**Hydrogenic sum over states for the n = 4 polarisabilities of Er39+**

The table holds static scalar and tensor dipole polarisabilities of seven n = 4 states of Cu-like Er39+, from no-pair Dirac-Coulomb DHF and Brueckner orbitals in a B-spline basis. The program tests a sum over states built from the level energies of the same calculation, hydrogenic radial integrals, an exact hydrogenic remainder for other shells, and the core polarisability included, omitted or freely scaled. Without fitting, the model is 37% too high for 4s1/2 and has the wrong sign for 4p1/2. With four scale factors fitted to twelve numbers the rms error is 0.00016 bohr³, and 4p1/2 remains worst at +24%. The output also gives the model without fine structure, the sensitivity to 1 eV level shifts, and the size of the 4f7/2 g channel, which fits only scalars that contain the core term.

Static dipole polarisabilities of Er39+ (Z = 68), one electron outside a closed [Ar] 3d10 core, for the lowest state of each symmetry. B-spline many-body code 1, no-pair Dirac-Coulomb: frozen-core Dirac-Hartree-Fock, Brueckner orbitals with second-order and RPA-screened correlation potential, static core-polarisation RPA; nuclear rms radius 5.2516 fm.

## Analysis program

```python
# Table: static scalar/tensor dipole polarisabilities (bohr^3) of n=4 states of Er39+, B-spline Dirac-Coulomb DHF+Brueckner code.
# Tested: sum over states with run energies, hydrogenic radial integrals, exact hydrogenic dn!=0 remainder, core term in or out.
T = {
    'polarised': ['4s1/2', '4p1/2', '4p3/2', '4d3/2', '4d5/2', '4f5/2', '4f7/2'],
    'polarised_scalar': [0.03196, 0.001601, 0.01215, 0.007445, 0.006096, -0.0008159, -0.001332],  # bohr³
    'polarised_tensor': [None, None, 0.005867, 0.001687, 0.00576, 0.004977, 0.006462],  # bohr³
}
import numpy as np
from math import factorial as F
from scipy.special import genlaguerre
from scipy.constants import physical_constants as pc
Ha = pc['Hartree energy in eV'][0]
L = T['polarised']; s = np.array(T['polarised_scalar'], float)
it = [i for i, v in enumerate(T['polarised_tensor']) if v is not None]; t = np.array([T['polarised_tensor'][i] for i in it])
# further outputs of the same run: level excitations (eV), removal energies (eV), core alpha, 4p doublet DHF/correlated (1/cm)
E0 = dict(zip(L, [0.0, 83.3194, 147.978, 278.864, 292.582, 432.642, 435.994])); IP, IPse, core = 1859.35, 1858.5, 0.00325687
ip = lambda a, b: sum(c*F(m)*2.0**(m+1) for m, c in enumerate(np.convolve(a, b)))  # weight exp(-r/2), n=4, Z=1
u = []
for l in range(4):
    a = np.zeros(7); a[l+1:5] = genlaguerre(3-l, 2*l+1).c[::-1]/2.0**np.arange(4-l); u.append(a/np.sqrt(ip(a, a)))
def rad(l, lp):  # R^2 within n=4, and sum over n!=4 of R^2/dE (Dalgarno-Lewis)
    src = np.roll(u[l], 1); R = ip(u[lp], src) if lp < 4 else 0.0
    if lp < 4: src = src - R*u[lp]
    B = np.eye(7)[:, lp+1:]; M = np.zeros_like(B)
    for c, k in enumerate(range(lp+1, 7)):
        M[k-1, c] = k/4 - 1
        if k > lp+1: M[k-2, c] = -(k*(k-1) - lp*(lp+1))/2
    return R*R, ip(B @ np.linalg.lstsq(M, src, rcond=None)[0], src)
def design(E, Zf=None):
    Z = {k: Zf or np.sqrt(32*(IP-E[k])/Ha) for k in L}; A0, A2, D = (np.zeros((7, 4)) for _ in range(3))
    for i, k in enumerate(L):
        l = 'spdf'.index(k[1]); j = int(k[2])/2
        for lp, jp in [(x, y) for x in (l-1, l+1) if x >= 0 for y in (x-.5, x+.5) if y > 0 and abs(y-j) <= 1]:
            w, q = {-1: ((2*j-1)/(4*j), -1), 0: (1/(4*j*(j+1)), (2*j-1)/(j+1)), 1: ((2*j+3)/(4*j+4), -j*(2*j-1)/((j+1)*(2*j+3)))}[round(jp-j)]
            R2, S = rad(l, lp); x = 2/3*w*S/Z[k]**4; A0[i, 3] += x; A2[i, 3] += q*x
            if lp < 4:
                kp = f"4{'spdf'[lp]}{int(2*jp)}/2"; x = 2/3*w*R2/(Z[k]*Z[kp])*Ha/(E[kp]-E[k]); c = max(l, lp)-1
                A0[i, c] += x; A2[i, c] += q*x; D[i, c] += min(x, 0)
    return A0, A2, D, Z
y = np.r_[s, t]; cv = core*np.r_[np.ones(7), np.zeros(len(it))]; rms = lambda r: 1e3*np.sqrt(np.mean(r**2))
print("alpha in 1e-3 bohr^3; core = %.3f; rounding floor max %.4f" % (1e3*core, 1e3*max(.5*10**(np.floor(np.log10(abs(y)))-3))))
for nm, Zf in (("Z=40", 40.0), ("Z from binding", None)):
    A0, A2, D, Z = design(E0, Zf); A = np.r_[A0, A2[it]]
    print(f"[{nm}] no fit: rms core out {rms(A.sum(1)-y):.3f}, core in {rms(A.sum(1)+cv-y):.3f}")
    for c in (0, 1):
        p = np.linalg.lstsq(A, y-c*cv, rcond=None)[0]; print(f"  fit core x{c}: sp,pd,df,rest = {np.round(p,3)}, rms {rms(A@p+c*cv-y):.3f}")
    g = np.linalg.lstsq(np.c_[A, cv], y, rcond=None)[0]; print(f"  fit core free: {np.round(g[:4],3)}, core x{g[4]:.2f}, rms {rms(np.c_[A,cv]@g-y):.3f}")
m = A@p + cv; m0 = A.sum(1) + cv
print("Z from binding:", " ".join(f"{k}:{Z[k]:.1f}" for k in L))
print("scalar: table, table-core | nofit | fit: down, up, rest, total, resid, resid%")
for i, k in enumerate(L):
    d = D[i]@p; r = A0[i, 3]*p[3]
    print(f"{k} {1e3*s[i]:.3f} {1e3*(s[i]-core):.3f} | {1e3*m0[i]:.2f} | {1e3*d:.2f} {1e3*(A0[i]@p-d-r):.2f} {1e3*r:.2f} {1e3*m[i]:.2f} {1e3*(m[i]-s[i]):+.2f} {100*(m[i]-s[i])/abs(s[i]):+.0f}%")
print("tensor: table | nofit | fit, resid, resid% | table scalar+tensor (m=j), tensor/scalar")
for n, i in enumerate(it):
    print(f"{L[i]} {1e3*t[n]:.3f} | {1e3*m0[7+n]:.2f} | {1e3*m[7+n]:.2f} {1e3*(m[7+n]-t[n]):+.2f} {100*(m[7+n]/t[n]-1):+.0f}% | {1e3*(s[i]+t[n]):.3f} {t[n]/s[i]:.2f}")
nm = [k+" scalar" for k in L] + [L[i]+" tensor" for i in it]
print("worst fit abs:", nm[np.argmax(abs(m-y))], "; worst rel:", nm[np.argmax(abs(m/y-1))])
print(f"ratios: 4p3/2:4p1/2 {s[2]/s[1]:.2f}, 4s:4p3/2 {s[0]/s[2]:.2f}, 4d3/2:4d5/2 {s[3]/s[4]:.2f}, 4f7/2:4f5/2 {s[6]/s[5]:.2f}, core/4s {100*core/s[0]:.1f}%")
e = list(E0.values())
print(f"gaps eV: 4p fs {e[2]-e[1]:.1f}; p1-d3 {e[3]-e[1]:.1f}; p3-d3 {e[3]-e[2]:.1f}; p3-d5 {e[4]-e[2]:.1f}; d3-f5 {e[5]-e[3]:.1f}; d5-f5 {e[5]-e[4]:.1f}; d5-f7 {e[6]-e[4]:.1f}")
print(f"4f7/2 g-channel part from s,t: core out {1e3*(s[6]+t[-1])*12/7:.2f}, core in {1e3*(s[6]-core+t[-1])*12/7:.2f}, hydrogenic {1e3*8/21*rad(3,4)[1]/Z[L[6]]**4:.2f}")
R3 = F(8)/(7/12)**9/np.sqrt(F(6)*1.5**7*F(8)*2**9)
print(f"hydrogenic 4f-3d(core) term within rest: {-1e3*2/7*R3**2/(.5*(1/9-1/16))/Z[L[6]]**4:.2f}")
av = {k: np.average([E0[x] for x in L if x[1] == k[1]], weights=[int(x[2])+1 for x in L if x[1] == k[1]]) for k in L}
B0, B2 = design(av)[:2]; print("fit model, no fine structure, scalars:", np.round(1e3*(B0@p+core), 2)); print("  tensors:", np.round(1e3*(B2[it]@p), 2))
for k in ('4p1/2', '4d5/2'):
    E1 = dict(E0); E1[k] += 1; print(f"{k} +1 eV, % change of scalars:", np.round(100*((design(E1)[0]-A0)@p)/abs(s), 2))
print(f"4p doublet correlated vs DHF {100*(521507/525471-1):.2f}% ; removal minus semi-empirical {IP-IPse:.2f} eV")
assert np.argmax(s) == 0 and s[2] > 5*s[1] > 0
assert s[5] < 0 and s[6] < 0 and (t > 0).all() and (s[it]+t > 0).all()
assert abs(rad(0, 1)[0]-540) < 1e-6 and rad(3, 4)[1] > 0
```

Output:

```
alpha in 1e-3 bohr^3; core = 3.257; rounding floor max 0.0050
[Z=40] no fit: rms core out 7.334, core in 7.710
  fit core x0: sp,pd,df,rest = [0.559 0.717 0.941 1.558], rms 0.333
  fit core x1: sp,pd,df,rest = [0.533 0.64  0.826 0.577], rms 0.265
  fit core free: [0.539 0.656 0.851 0.789], core x0.78, rms 0.258
[Z from binding] no fit: rms core out 3.679, core in 3.597
  fit core x0: sp,pd,df,rest = [0.757 0.926 1.122 1.96 ], rms 0.185
  fit core x1: sp,pd,df,rest = [0.712 0.796 0.941 0.729], rms 0.163
  fit core free: [0.732 0.855 1.023 1.286], core x0.55, rms 0.100
Z from binding: 4s1/2:46.8 4p1/2:45.7 4p3/2:44.9 4d3/2:43.1 4d5/2:42.9 4f5/2:41.0 4f7/2:40.9
scalar: table, table-core | nofit | fit: down, up, rest, total, resid, resid%
4s1/2 31.960 28.703 | 43.68 | 0.00 28.03 0.76 32.05 +0.09 +0%
4p1/2 1.601 -1.656 | -0.17 | -13.05 10.80 0.98 1.98 +0.38 +24%
4p3/2 12.150 8.893 | 13.14 | -7.49 15.09 1.06 11.92 -0.23 -2%
4d3/2 7.445 4.188 | 6.74 | -7.04 9.50 1.62 7.34 -0.10 -1%
4d5/2 6.096 2.839 | 5.16 | -8.96 10.26 1.65 6.20 +0.11 +2%
4f5/2 -0.816 -4.073 | -0.32 | -6.83 0.00 2.69 -0.89 -0.08 -9%
4f7/2 -1.332 -4.589 | -0.82 | -7.32 0.00 2.70 -1.36 -0.03 -2%
tensor: table | nofit | fit, resid, resid% | table scalar+tensor (m=j), tensor/scalar
4p3/2 5.867 | 8.60 | 5.97 +0.11 +2% | 18.017 0.48
4d3/2 1.687 | 2.72 | 1.90 +0.21 +13% | 9.132 0.23
4d5/2 5.760 | 7.59 | 5.64 -0.12 -2% | 11.856 0.94
4f5/2 4.977 | 5.02 | 4.96 -0.02 -0% | 4.161 -6.10
4f7/2 6.462 | 6.48 | 6.37 -0.09 -1% | 5.130 -4.85
worst fit abs: 4p1/2 scalar ; worst rel: 4p1/2 scalar
ratios: 4p3/2:4p1/2 7.59, 4s:4p3/2 2.63, 4d3/2:4d5/2 1.22, 4f7/2:4f5/2 1.63, core/4s 10.2%
gaps eV: 4p fs 64.7; p1-d3 195.5; p3-d3 130.9; p3-d5 144.6; d3-f5 153.8; d5-f5 140.1; d5-f7 143.4
4f7/2 g-channel part from s,t: core out 8.79, core in 3.21, hydrogenic 4.11
hydrogenic 4f-3d(core) term within rest: -0.44
fit model, no fine structure, scalars: [30.15  8.92  8.92  6.84  6.84 -1.15 -1.15]
  tensors: [7.24 3.33 4.75 5.28 6.15]
4p1/2 +1 eV, % change of scalars: [-0.47 13.17  0.   -0.39  0.    0.    0.  ]
4d5/2 +1 eV, % change of scalars: [ 0.    0.   -0.72  0.    2.23 -0.46 -4.04]
4p doublet correlated vs DHF -0.75% ; removal minus semi-empirical 0.85 eV
```
